**Shell closures and a half-filled shell in spherical jellium clusters, N = 32 to 40**

The table holds energies per electron, vertical ionisation energies and affinities, second energy differences, spins and highest levels of spherical jellium clusters at $r_s = 2.61$ bohr, from spin-polarised LDA-PW92 with m-averaged shells. The program sets them against a liquid drop and a charging energy $e^2/(R+\delta)$, sizes the breaks against neighbouring rows, and tests an exchange energy $-Jm^2/4$ for the 2p shell. The breaks are about 0.6 eV at 34 (1f closure), 0.3 eV at 37 (half-filled 2p) and 0.9 eV at 40 (2p closure, measured from one side). With $J = 0.124$ eV taken from the spin splitting of the 35-electron cluster, the exchange model meets the second differences of rows 35 to 39 within 0.033 eV, and fitted values of $J$ are 5 to 11 % smaller. The charging model misses its fitted rows by up to 0.08 eV and falls too slowly with size, and the break at 40 is only 0.68 of the 2p–1g gap at 35.

Spherical jellium clusters of N electrons, computed with radks and Libxc 2 in spin-polarised Kohn-Sham LDA (PW92), with m-averaged shells filled by a greedy search. The uniform background has charge N and radius rs N^(1/3), with rs = 2.61 bohr, and is unchanged in the ions. Levels are named by radial order; the second difference is E(N+1)+E(N-1)-2E(N) for neutral clusters.

## Script

```python
# Table: spherical jellium clusters N=32..40, rs=2.61 bohr, radks radial solver, spin-polarised LDA-PW92:
# energy per electron, vertical IP and EA, second difference D2 of neutral clusters (eV), spin, top level.
# Tested: liquid drop and e^2/(R+delta) as smooth baselines, size of breaks, exchange model -J m^2/4 in 2p.
T = {
    'electrons': [32, 33, 34, 35, 36, 37, 38, 39, 40],
    'energy_per_electron': [-1.2886, -1.3067, -1.3276, -1.3324, -1.339, -1.3469, -1.3471, -1.3491, -1.3526],  # eV
    'ionisation_energy': [5.01344, 5.12554, 5.22914, 4.68181, 4.79517, 4.89362, 4.64805, 4.76537, 4.86854],  # eV
    'electron_affinity': [2.231, 2.3561, 1.9112, 2.0537, 2.1798, 1.9825, 2.125, 2.252, 1.4489],  # eV
    'second_energy_difference': [-0.13723, -0.12861, 0.52248, -0.073752, -0.063602, 0.27714, -0.070972, -0.061968, None],  # eV
    'unpaired_electrons': [2, 1, 0, 1, 2, 3, 2, 1, 0],
    'highest_level': ['1f down', '1f down', '1f up', '2p up', '2p up', '2p up', '2p down', '2p down', '2p up'],
}
import numpy as np
from scipy.constants import physical_constants as pc
from scipy.optimize import minimize_scalar
Ha = pc['Hartree energy in eV'][0]
f = lambda k: np.array([np.nan if v is None else float(v) for v in T[k]])
N, e, IP, EA = f('electrons'), f('energy_per_electron'), f('ionisation_energy'), f('electron_affinity')
D2, m = f('second_energy_difference'), f('unpaired_electrons')
rs = 2.61; R = rs*N**(1/3); G = IP-EA; ix = lambda n: int(n-N[0])
# levels (eV) of the n35 cluster, further output of the same runs (one 2p up electron)
fu, fd, pu, pd, gu = -4.01765, -3.98094, -3.34813, -3.22412, -1.87126
E = e*N; d2t = E[2:]+E[:-2]-2*E[1:-1]; floor = 4*5e-5*N[1:-1]
print(f"D2 from rounded totals vs column: max dev {np.max(abs(d2t-D2[1:-1])):.4f} eV, floor {floor.max():.4f} eV; IP-EA floor 0.0001 eV")
kF = (9*np.pi/4)**(1/3)/rs
eb = (0.3*kF**2-0.75*kF/np.pi-0.040)*Ha  # correlation -0.040 Ha: rough recalled value
x = N**(-1/3); b = np.sum((e-eb)*x)/np.sum(x*x)
print(f"liquid drop: e_bulk {eb:.2f} eV (rough), b {b:.2f} eV, D2 model {-2/9*b*N[0]**(-4/3):.4f} to {-2/9*b*N[-1]**(-4/3):.4f} eV")
op = np.array([n not in (34, 37, 40) for n in N])  # out of fit: added electron enters another subshell
d = minimize_scalar(lambda d: np.sum((G[op]-Ha/(R[op]+d))**2), bounds=(0, 5), method='bounded').x
C = Ha/(R+d)
print(f"charging fit: delta {d:.2f} bohr, rms {np.sqrt(np.mean((G-C)[op]**2)):.3f} eV, worst fitted {np.max(abs(G-C)[op]):.3f} eV")
print(f"bare e2/R {Ha/R[0]:.2f} to {Ha/R[-1]:.2f} eV; fall 32->39: model {C[0]-C[ix(39)]:.3f}, table {G[0]-G[ix(39)]:.3f} eV")
drop = np.append(IP[:-1]-IP[1:], np.nan); dEA = np.append(np.nan, np.diff(EA))
print("N level m | IP-EA model resid | D2 IP(N)-IP(N+1) remainder | EA step (eV; * = not fitted)")
for i in range(len(N)):
    print(f"{int(N[i])}{' ' if op[i] else '*'} {T['highest_level'][i]:7s} {int(m[i])} | {G[i]:.3f} {C[i]:.3f} {G[i]-C[i]:+.3f} | {D2[i]:+.3f} {drop[i]:+.3f} {D2[i]-drop[i]:+.3f} | {dEA[i]:+.3f}")
print("breaks (eV): against mean of both neighbours, and against line through two rows below")
br = {}
for n in (34, 37, 40):
    i = ix(n); low = G[i]-(2*G[i-1]-G[i-2]); ea = (2*EA[i-1]-EA[i-2])-EA[i]; br[n] = low
    s = f"N={n}: one-sided IP-EA {low:.3f}, EA shortfall {ea:.3f}"
    if n < 40:
        s += f"; two-sided D2 {D2[i]-(D2[i-1]+D2[i+1])/2:.3f}, IP-EA {G[i]-(G[i-1]+G[i+1])/2:.3f}"
    print(s)
print(f"ratio of one-sided breaks 40/34 {br[40]/br[34]:.2f}, 37/34 {br[37]/br[34]:.2f}")
g1, g1a, g2, J0 = pu-fd, (pu+pd-fu-fd)/2, gu-pd, pd-pu
print(f"n35 gaps: 1f dn-2p up {g1:.3f}, spin-averaged {g1a:.3f}, 2p dn-1g up {g2:.3f} eV, ratio {g2/g1:.2f}")
print(f"N=40 break / n35 2p-1g gap {br[40]/g2:.2f}; n35 spin splitting 2p {J0:.3f}, 1f {fd-fu:.3f} eV")
k = np.arange(ix(35), ix(39)+1); xs = -(m[k+1]**2+m[k-1]**2-2*m[k]**2)/4
print(f"no-fit exchange, J={J0:.3f}: -J/2 {-J0/2:.3f}, 5J/2 {2.5*J0:.3f}, break 3J {3*J0:.3f} eV")
print("  D2 - model, N=35..39:", np.round(D2[k]-J0*xs, 3), "eV")
def fit(name, y, cols):
    A = np.array(cols).T; p = np.linalg.lstsq(A, y, rcond=None)[0]; r = y-A@p
    print(f"{name}: J {p[0]:.3f} eV ({100*(p[0]/J0-1):+.0f}% vs n35), other {np.round(p[1:], 3)}")
    print("  residuals", np.round(r, 4), f"max {np.max(abs(r)):.4f} eV")
    return p[0]
Js = [fit("D2 35..39 (J, offset)", D2[k], [xs, np.ones(5)])]
a = np.arange(ix(35), ix(40)+1); xm = (m[a]**2-m[a-1]**2)/4; t = N[a]-37.5
Js.append(fit("IP 35..40 (J, mean, slope/electron)", IP[a], [xm, np.ones(6), t]))
Js.append(fit("EA 34..39 (J, mean, slope/electron)", EA[a-1], [xm, np.ones(6), t]))
o2 = [ix(n) for n in (35, 36, 38, 39)]
print(f"mean D2 partly filled: 1f {D2[:2].mean():.3f}, 2p {D2[o2].mean():.3f} eV, ratio {D2[:2].mean()/D2[o2].mean():.2f}")
print(f"IP-EA change 33->35: table {G[ix(35)]-G[ix(33)]:.3f}, charging model {C[ix(35)]-C[ix(33)]:.3f} eV")
print(f"IP-EA change 36->38: table {G[ix(38)]-G[ix(36)]:.3f}, charging model {C[ix(38)]-C[ix(36)]:.3f} eV")
print(f"energy per electron 38 minus 37: {e[ix(38)]-e[ix(37)]:.4f} eV (floor 0.0001 eV)")
assert [int(n) for n, v in zip(N, D2) if v > 0] == [34, 37]
assert np.all(abs(d2t-D2[1:-1]) <= floor) and int(N[np.argmax(G)]) == 40
assert np.nanmax(abs(D2-drop)) < 0.06
assert all(abs(j/J0-1) < 0.2 for j in Js)
```

Output:

```
D2 from rounded totals vs column: max dev 0.0028 eV, floor 0.0078 eV; IP-EA floor 0.0001 eV
liquid drop: e_bulk -1.45 eV (rough), b 0.39 eV, D2 model -0.0009 to -0.0006 eV
charging fit: delta 1.74 bohr, rms 0.056 eV, worst fitted 0.077 eV
bare e2/R 3.28 to 3.05 eV; fall 32->39: model 0.145, table 0.269 eV
N level m | IP-EA model resid | D2 IP(N)-IP(N+1) remainder | EA step (eV; * = not fitted)
32  1f down 2 | 2.782 2.715 +0.067 | -0.137 -0.112 -0.025 | +nan
33  1f down 1 | 2.769 2.692 +0.077 | -0.129 -0.104 -0.025 | +0.125
34* 1f up   0 | 3.318 2.670 +0.648 | +0.522 +0.547 -0.025 | -0.445
35  2p up   1 | 2.628 2.649 -0.021 | -0.074 -0.113 +0.040 | +0.143
36  2p up   2 | 2.615 2.628 -0.013 | -0.064 -0.098 +0.035 | +0.126
37* 2p up   3 | 2.911 2.608 +0.303 | +0.277 +0.246 +0.032 | -0.197
38  2p down 2 | 2.523 2.589 -0.066 | -0.071 -0.117 +0.046 | +0.143
39  2p down 1 | 2.513 2.570 -0.057 | -0.062 -0.103 +0.041 | +0.127
40* 2p up   0 | 3.420 2.552 +0.867 | +nan +nan +nan | -0.803
breaks (eV): against mean of both neighbours, and against line through two rows below
N=34: one-sided IP-EA 0.562, EA shortfall 0.570; two-sided D2 0.624, IP-EA 0.619
N=37: one-sided IP-EA 0.308, EA shortfall 0.323; two-sided D2 0.344, IP-EA 0.342
N=40: one-sided IP-EA 0.916, EA shortfall 0.930
ratio of one-sided breaks 40/34 1.63, 37/34 0.55
n35 gaps: 1f dn-2p up 0.633, spin-averaged 0.713, 2p dn-1g up 1.353 eV, ratio 2.14
N=40 break / n35 2p-1g gap 0.68; n35 spin splitting 2p 0.124, 1f 0.037 eV
no-fit exchange, J=0.124: -J/2 -0.062, 5J/2 0.310, break 3J 0.372 eV
  D2 - model, N=35..39: [-0.012 -0.002 -0.033 -0.009  0.   ] eV
D2 35..39 (J, offset): J 0.115 eV (-7% vs n35), other [-0.01]
  residuals [-0.0062  0.004   0.     -0.0034  0.0056] max 0.0062 eV
IP 35..40 (J, mean, slope/electron): J 0.118 eV (-5% vs n35), other [4.775 0.049]
  residuals [-0.0003  0.005  -0.0047 -0.0045  0.0047 -0.0002] max 0.0050 eV
EA 34..39 (J, mean, slope/electron): J 0.111 eV (-11% vs n35), other [2.084 0.079]
  residuals [-0.0025  0.0055 -0.003  -0.0028  0.0052 -0.0024] max 0.0055 eV
mean D2 partly filled: 1f -0.133, 2p -0.068 eV, ratio 1.97
IP-EA change 33->35: table -0.141, charging model -0.043 eV
IP-EA change 36->38: table -0.092, charging model -0.039 eV
energy per electron 38 minus 37: -0.0002 eV (floor 0.0001 eV)
```
